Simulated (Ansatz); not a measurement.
Cu: phonon heat capacity and phonon entropy against temperature

Harmonic phonon free energy (zero-point part included), entropy and heat capacity at constant volume from interpolated force constants; periodic cell, basis, potentials, k mesh and filling as listed. The results are calculated, by Ansatz 0.2.0.

Structure of every row (space group Fm-3m, No. 225):
```
Cu
1.0
      0.0000     1.8075     1.8075
      1.8075     0.0000     1.8075
      1.8075     1.8075     0.0000
Cu
1
Direct
  0.00000 0.00000 0.00000
```

Settings of every row: functional PBE; dispersion none; potentials PAW; wave cutoff 550 eV; density cutoff 2200 eV; k mesh 14x14x14; k shift 0x0x0; occupations fermi dirac; smearing width 0.1 eV; spin none; phonon method finite displacements; phonon supercell 2x2x2; dipole term of polar modes left out.

Limits: coarse k mesh, up to 40 meV an atom off; small supercell for force constants; volume not checked for rest.

| row | temperature (K) | phonon heat capacity (k_B/atom) | phonon entropy (k_B/atom) | phonon free energy (meV/atom) |
| --- | --- | --- | --- | --- |
| 1 | 200 | 2.649 | 2.805 | 9.79 |
| 2 | 300 | ? | ? | ? |
| 3 | 400 | 2.906 | 4.748 | -56.98 |
| 4 | 500 | 2.939 | 5.401 | -100.8 |
| 5 | 600 | 2.958 | 5.938 | -149.73 |
| 6 | 700 | 2.969 | 6.395 | -202.92 |
| 7 | 800 | 2.976 | 6.792 | -259.78 |
| 8 | 900 | 2.981 | 7.143 | -319.85 |
| 9 | 1000 | 2.985 | 7.457 | -382.78 |

Question: what phonon heat capacity and phonon entropy should row 2 give?

Worked fit of phonon heat capacity. At high temperature a harmonic heat capacity falls short of its limit by a term in 1/T², so take t = (100 K / T)². The shown rows have t = 0.25, 0.0625, 0.04, 0.02778, 0.02041, 0.01562, 0.01235, 0.01. Least squares give phonon heat capacity = 3.0002 − 1.5428 × t + 0.553 × t² k_B/atom; a straight line predicts inner rows, each left out in turn, worse (root mean square 0.0021 against 0.0003 k_B/atom). All shown rows lie on it to the printed digit. The constant, 3.0002 k_B/atom, is to be held against the harmonic limit of 3 k_B an atom. The withheld row has t = 0.11111, so the fit gives 3.0002 − 1.5428 × (0.11111) + 0.553 × (0.11111)² = 2.836 k_B/atom.

The calculation gave 2.836 k_B/atom. The fit meets it to the printed digit.

Worked fit of phonon entropy. Entropy rises as the heat capacity times the change of ln T, so take t = ln(T / 300 K). The shown rows have t = -0.4055, 0.2877, 0.5108, 0.6931, 0.8473, 0.9808, 1.0986, 1.204. Least squares give phonon entropy = 3.935 + 2.82583 × t + 0.08579 × t² k_B/atom; a straight line predicts inner rows, each left out in turn, worse (root mean square 0.023 against 0.0054 k_B/atom). The rows lie off it by 0.002, -0.007, 0.000, 0.003, 0.004, 0.003, 0.000, -0.005 (root mean square 0.0037 k_B/atom), a smooth pattern that one more power would take up: the form is only approximate. The slope at t = 0, 2.83 k_B/atom, estimates the heat capacity at 300 K. The withheld row has t = 0, so the fit gives 3.935 + 2.82583 × (0) + 0.08579 × (0)² = 3.935 k_B/atom.

The calculation gave 3.922 k_B/atom. The fit lies 0.013 k_B/atom (0.28 % of the column's range) above it; its largest miss of a shown row is 0.007 k_B/atom.

The other values of row 2: phonon free energy -19.46 meV/atom.
